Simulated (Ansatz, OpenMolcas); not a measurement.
BF (SMILES [B]F): methods side by side

BF: 2 atoms, total charge 0, spin state singlet. As SMILES, `[B]F`. Geometry: relaxed at PBE0-D4/def2-TZVP.

```xyz
2

B     0.0000    0.0000   -0.0094
F     0.0000    0.0000    1.2537
```

Quantity: the energy change with the B1–F2 bond stretched from 1.263 to 2.526 Å, in eV. The values are calculated.

```tsv
level	kind	program	value (eV)	less FCI/STO-3G	CPU time (all runs)
HF/STO-3G (restricted)	Hartree–Fock	Ansatz	10.09	+3.34	0.08 s
SVWN5/STO-3G (restricted)	LDA	OpenMolcas	8.14	+1.39	5.5 s
PBE0/STO-3G (restricted)	global hybrid	OpenMolcas	8.60	+1.85	5.2 s
wB97X/STO-3G (restricted)	range-separated hybrid	Ansatz	8.99	+2.24	1.7 s
MP2/STO-3G (restricted)	perturbation theory	Ansatz	8.52	+1.77	0.12 s
SC-NEVPT2(2,2)/STO-3G	multireference	OpenMolcas	6.90	+0.15	3 s
CCSD(T)/STO-3G (restricted)	coupled cluster or CI	Ansatz	6.81	+0.06	0.19 s
FCI/STO-3G	exact in the basis	Ansatz	6.75	0.00	0.21 s
```

FCI/STO-3G is exact within its basis and frozen core, so for wave-function methods in that basis the difference is their error; functionals converge differently with the basis, so for them it is only a difference. Spin-restricted single references rise too steeply as a bond breaks, Hartree–Fock most of all. Perturbation and coupled-cluster corrections on them can overshoot downwards. The first shape isn't each level's own minimum. The values span 6.75 to 10.09 eV. All rows use very small basis sets, so even the best lies far from the true value. CPU times are rough (shared hosts, several kinds of processor): they show what a rung costs within a factor of a few.

Stretching BF mainly uncouples one σ electron pair, and the spread follows how each level treats that pair. At the longer distance the σ and σ* orbitals draw together, and the singlet needs both the σ² and σ*² configurations to move towards neutral, open-shell atoms. A single closed-shell determinant instead retains too much ionic character. MP2 removes only about half of the Hartree–Fock error, whereas CCSD(T) comes within 0.06 eV of FCI, helped by the iterative treatment of double excitations, which suits the breaking of a single pair. SC-NEVPT2 is nearly as close with just two active electrons, which suggests that fluorine-to-boron π donation adds little further strong correlation. This success needn't carry over to isoelectronic N2, where three bonding pairs uncouple together.

Among the functionals, the rise from SVWN5 through PBE0 to wB97X probably reflects more exact exchange at long range, with less of the static correlation that semilocal exchange mimics. None of these energies is a dissociation energy, since the atoms still interact at the stretched distance.
